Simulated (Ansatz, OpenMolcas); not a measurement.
## C4H11As (SMILES CC(C)(C)[AsH2]): the HOMO–LUMO gap, rung by rung

The species is C4H11As (16 atoms), meant as a singlet with charge 0. SMILES: `CC(C)(C)[AsH2]`. Geometry: relaxed at PBE0-D4/def2-TZVP. This is one conformer, not always the lowest.

Each level gives the HOMO–LUMO gap (eV). The values are calculated.

| level | kind | program | value (eV) | CPU time |
| --- | --- | --- | --- | --- |
| SVWN5/6-31G* (spherical functions) | LDA | Ansatz | 5.55 | 7.5 s |
| PBE/6-31G* (spherical functions) | GGA | OpenMolcas | 5.67 | 82 s |
| B3LYP/6-31G* (spherical functions) | global hybrid | Ansatz | 7.22 | 15 s |
| M06-2X/6-31G* (spherical functions) | hybrid meta-GGA | OpenMolcas | 9.46 | 92 s |
| PBE0/6-31G* (spherical functions) | global hybrid | OpenMolcas | 7.64 | 78 s |
| B3LYP/6-31G* (Cartesian functions) | global hybrid | OpenMolcas | 7.21 | 80 s |
| CAM-B3LYP/6-31G* (spherical functions) | range-separated hybrid | Ansatz | 9.97 | 14 s |
| B2PLYP/6-31G* (spherical functions) | double hybrid | OpenMolcas | 9.77 | 45 s |

All-electron rows without a relativistic Hamiltonian named are non-relativistic. The values span 5.55 to 9.97 eV. Orbital gaps aren't excitation energies, and those of double hybrids come from the SCF part alone; they tend to grow with the share of exact exchange. Times are those of the runs behind each value, whatever else they computed, on shared processors of several kinds: orders of magnitude only.

The gap of tert-butylarsine depends far more on the treatment of exchange than on the density-gradient correction: going from SVWN5 to PBE shifts it only from 5.55 to 5.67 eV, whereas CAM-B3LYP reaches 9.97 eV. The widening probably reflects nonlocal exchange lowering the occupied levels while leaving the virtual ones without a comparable stabilisation. The order isn't set by the exchange share alone, since M06-2X lies below B2PLYP although the two have similar fractions.

In a saturated primary arsine the HOMO is expected to be mainly the arsenic lone pair, with considerable s character and some mixing with the As–C and As–H bonds. With no π system to supply a low-lying acceptor level, the LUMO is probably of As–C or As–H σ* character mixed with diffuse components, which fits a wide gap at every level. Because 6-31G* has no diffuse functions, such a virtual orbital is artificially confined, so the close agreement between the two B3LYP rows doesn't establish basis-set convergence.
